Q: In grey tin, s orbitals supply more than half of the states several eV below the Fermi level. In the top 3 eV of the valence band they supply only about one part in twenty-five, and above the Fermi level they are back at roughly a quarter. I was taught that the bonds are sp³ hybrids throughout. Why does the s character leave and then return?

A: Let us first fix what is being compared. The table comes from a PBE calculation with spin-orbit coupling. The column DOS Sn 5s j0.5 is the s part of the density of states. The two 5p columns differ in j, the total angular momentum of the electron in its orbital, and can be added here. By "s share" I mean s divided by the sum of s and p.

Density of states of grey tin (diamond structure, a = 6.655 Å, 2 atoms per cell) from Ansatz 0.2.0: PBE with spin-orbit coupling, PAW, 420 eV cutoff, 12×12×12 k mesh, 0.1 eV Gaussian smearing. The values come from the tetrahedron method, averaged over 0.2 eV bins, with energies counted from the Fermi level. The 5s and 5p columns are Löwdin projections summed over both atoms.

| energy (eV) | density of states total (states/eV/cell) | DOS Sn 5p j1.5 (states/eV/cell) | DOS Sn 5p j0.5 (states/eV/cell) | DOS Sn 5s j0.5 (states/eV/cell) |
| --- | --- | --- | --- | --- |
| -5.95 | 1.180 | 0.33 | 0.17 | 0.67 |
| -5.75 | 0.800 | 0.21 | 0.11 | 0.46 |
| -5.55 | 0.630 | 0.16 | 0.09 | 0.37 |
| -5.35 | 0.520 | 0.14 | 0.08 | 0.31 |
| -5.15 | 0.450 | 0.12 | 0.06 | 0.27 |
| -4.95 | 0.380 | 0.1 | 0.06 | 0.22 |
| -4.75 | 0.330 | 0.08 | 0.05 | 0.19 |
| -4.55 | 0.290 | 0.07 | 0.04 | 0.17 |
| -4.35 | 0.250 | 0.06 | 0.04 | 0.15 |
| -4.15 | 0.210 | 0.05 | 0.03 | 0.12 |
| -3.95 | 0.180 | 0.04 | 0.03 | 0.11 |
| -3.75 | 0.160 | 0.04 | 0.02 | 0.1 |
| -3.55 | 0.140 | 0.03 | 0.02 | 0.08 |
| -3.35 | 0.110 | 0.02 | 0.02 | 0.07 |
| -3.15 | 0.230 | 0.1 | 0.06 | 0.06 |
| -2.95 | 1.830 | 1.04 | 0.68 | 0.08 |
| -2.75 | 1.640 | 0.92 | 0.62 | 0.09 |
| -2.55 | 1.420 | 0.8 | 0.52 | 0.08 |
| -2.35 | 1.700 | 1 | 0.6 | 0.08 |
| -2.15 | 2.100 | 1.29 | 0.72 | 0.08 |
| -1.95 | 1.980 | 1.21 | 0.69 | 0.07 |
| -1.75 | 1.870 | 1.14 | 0.66 | 0.06 |
| -1.55 | 1.790 | 1.09 | 0.64 | 0.05 |
| -1.35 | 1.610 | 0.99 | 0.57 | 0.03 |
| -1.15 | 1.440 | 0.93 | 0.47 | 0.03 |
| -0.95 | 1.100 | 0.74 | 0.33 | 0.02 |
| -0.75 | 0.730 | 0.49 | 0.22 | 0.02 |
| -0.55 | 0.490 | 0.32 | 0.15 | 0.01 |
| -0.35 | 0.280 | 0.19 | 0.08 | 0.01 |
| -0.15 | 0.140 | 0.11 | 0.02 | 0 |
| 0.05 | 0.100 | 0.07 | 0.01 | 0.02 |
| 0.25 | 0.130 | 0.05 | 0.02 | 0.05 |
| 0.45 | 0.270 | 0.11 | 0.06 | 0.1 |
| 0.65 | 0.440 | 0.19 | 0.1 | 0.15 |
| 0.85 | 0.730 | 0.32 | 0.16 | 0.23 |
| 1.05 | 1.250 | 0.54 | 0.3 | 0.35 |
| 1.25 | 2.230 | 0.96 | 0.56 | 0.59 |
| 1.45 | 2.480 | 1.06 | 0.64 | 0.63 |
| 1.65 | 1.270 | 0.52 | 0.33 | 0.33 |
| 1.85 | 1.150 | 0.48 | 0.3 | 0.28 |

Q: Then take my hybrids at their word. An sp³ hybrid is one quarter s and three quarters p. What should the table look like?

A: The s share should be 25 % at every energy. Between the step near −3 eV and the Fermi level, that would put about 1.0 s electron in each cell. The calculation puts 0.15 there, more than six times less. Deeper down the error has the opposite sign, because the share in the rows from −5.95 to −3.35 stays near 60 %.

The trap is the region above the Fermi level. There the average share is 29 %, close enough to a quarter to satisfy anyone who looks only at the empty states.

Q: So the hybrids are wrong?

A: The hybrids are sound, but they describe the bonds and not the single levels. Take the four hybrids on one atom and add them in phase: their p parts point to the corners of a tetrahedron and cancel, which leaves a pure s orbital. Combine them with two plus and two minus signs, and the s parts cancel instead. The levels of a crystal are built from such combinations, so their s content can differ widely although every bond is the same.

Even for the sum over all filled levels, a quarter is only a guide. The calculation gives 36 % s, because the s orbital lies lower in the free atom and is therefore filled more completely than p.

Q: That suggests a simpler story. The atom has a full s shell below a partly filled p shell. The crystal then has a full s band, which ends at −3 eV, and a p band on top.

A: That story gets one important number right. Two atoms bring four p electrons, and the rows from −3.15 to −0.15 hold 4.07 electrons per cell. But look at what changes at the step. From row −3.35 to row −2.95 the s density goes from 0.07 to 0.08 states/eV/cell, so no s band ends there. The p density jumps from 0.04 to 1.72, and the s share collapses because p arrives in bulk.

The story fails on both sides of that region as well. Below the step, counted down to the bottom of the valence band near −10 eV, which the table does not reach, about 1.2 of the 3.9 electrons are p. The lower bands are therefore far from pure s. Above the Fermi level, a p band should contain no s, yet s makes up more than a quarter. Finally, four electrons would fill a p band of twelve states to one third, and nothing in the story explains why the density of states should have its minimum just there.

Q: Then something must keep s out of some bands and let it into others. What does that?

A: Symmetry does, through the direction in which a p orbital points. Each level of the crystal has a wave vector k, which gives the direction in which the phase of the electron wave advances from cell to cell. Let k point along a cube edge, and turn the crystal by half a turn about that direction through an atom. The crystal looks the same, and so do the s orbital and the p orbital that lies along k. The two p orbitals that lie across k change sign.

Orbitals that behave differently under such a turn cannot mix in one level. The s orbital can therefore combine with the lengthwise p orbital, but not with the crosswise ones. When k points along a cube diagonal, a third of a turn leads to the same division. Spin-orbit coupling softens the rule a little, since it ties the spin to the orbital.

Q: Is there a molecule in which I can see this?

A: The nitrogen molecule shows it well. Its p orbitals across the axis form π bonds with no s in them, while s and the p orbital along the axis mix in the σ levels. In tin, the direction of k takes the place of the molecular axis.

The likeness has two bounds. The molecule has one axis for all its levels, whereas k points in a different direction for each set of levels in the crystal, and for most directions no turn leaves the crystal unchanged. Nor should the energy order of the σ and π levels be carried over to tin.

Q: How do you get from there to four electrons between the step and the Fermi level?

A: Count the states of two atoms, both spins included. The crosswise p orbitals give eight, of which half are bonding and half antibonding. The s and lengthwise p orbitals together give another eight, which divide in the same way. The eight valence electrons fill the two bonding halves.

The bonding crosswise states are thus two bands with four electrons and hardly any s, and they form the region above the step. The four electrons below it sit in two bands that mix s with lengthwise p. The Fermi level falls between bonding and antibonding states, and this is why the density of states is lowest there.

Strictly, the turns settle this only for special directions of k. For the others, your hybrids help. Each cell has four bonds, and a filled level can be pictured as a mixture of them, each with its own amplitude. On an atom, the s parts cancel if the amplitudes of its four bonds add up to zero, phases included. Two atoms make two such conditions, and four amplitudes can meet both in at least two independent ways, whatever the direction of k. Because s lies below p, the mixtures without s come out on top. The picture is idealised, since it leaves out the antibonding states and the coupling between more distant hybrids, but it shows why two upper bands stay poor in s in every direction.

Q: The p columns add up all directions. How do you know that the upper bands are the crosswise ones?

A: The argument is one of symmetry, and the band energies of the same calculation support it. On the way from k = 0 to the zone boundary along a cube edge, the two crosswise bands should form a close pair once they are well away from k = 0, since only spin-orbit coupling separates them. A little past halfway, the two upper valence bands are 0.09 eV apart, and the next band lies 3.1 eV below them.

The small s share that remains in this region, 4 %, has two likely sources. Close to k = 0 the second band, which is rich in s there, rises above the step. A rough count gives it 0.10 electrons per cell, against 0.15 s electrons in the whole region. And away from the special directions the ban on mixing is lifted, so a little s can enter the crosswise bands too. The table can't separate the two sources.

Q: Now the return. Can you predict how much s comes back above the Fermi level?

A: Yes, from the filled side alone. The s orbitals of two atoms offer four states per cell. The calculation finds 1.44 s electrons on each atom, so 4 − 2 × 1.44 = 1.12 s states remain empty. By the symmetry argument, they should belong mainly to the antibonding partners of the two lower bands, which are again two bands with four states:

$$\text{s share}=\frac{4-2\times 1.44}{4}=0.28 .$$

The rows from 0.05 to 1.85 give 29 %, and none of them entered the estimate. In physical terms, s was never used up in the valence band. More than a quarter of it was pushed into antibonding states, and these make up most of the rows above the Fermi level.

Q: One percentage point is impressive. Should I be impressed?

A: Only moderately. The estimate is an average over four states per cell, while these rows contain about two, the lower half of the set. Within them the share is not constant: it slides from roughly 40 % in row 0.25 to 26 % in row 1.85. The average comes out well, but the estimate has no means of giving the slope.

Nor can this region decide between the symmetry argument and your 25 %, since the two predictions are nearly equal there. The decision falls in the upper valence band, where equal hybrids ask for a quarter, the symmetry argument asks for almost none, and the calculation gives 4 %. What the empty states do rule out is the simple order of atomic shells.

Q: I would like to use the density of states at the Fermi level to judge conductivity. May I?

A: I would not take it from this calculation. In real grey tin the valence and conduction bands just touch, whereas PBE makes them overlap, here by 0.44 eV. The finite density in row 0.05 is largely a product of that overlap. The s share in this row is also uncertain, because it is a ratio of very small rounded numbers.

The same error affects the order of levels close to k = 0. There an antibonding s-like level lies below the top of the p bands; this is true of real grey tin, but PBE exaggerates it. My labels "bonding" and "antibonding" are loose in that small region. The main result rests on bands several eV wide: row 0.05 holds only 0.10 × 0.2 = 0.02 states per cell, against eight valence electrons.

Q: Suppose a colleague shows me the density of states of another crystal with this structure and four valence electrons per atom. Where do I begin?

A: Begin with the directions, because they are fixed by the structure and not by the element. Two of the four valence bands are made mainly of crosswise p orbitals, so look for a region below the Fermi level that holds about four electrons per cell and has little s. The other two bands contain s mixed with lengthwise p. They can overlap that region, so its lower edge need not be as sharp as in this table.

Then ask how far the atomic s level lies below the p level. The deeper it lies, the more of the s character is held in the filled bands and the less is left for the empty ones. That distance, weighed against the strength of the coupling between neighbouring atoms, sets the amounts, while symmetry decides which bands receive most of the s.
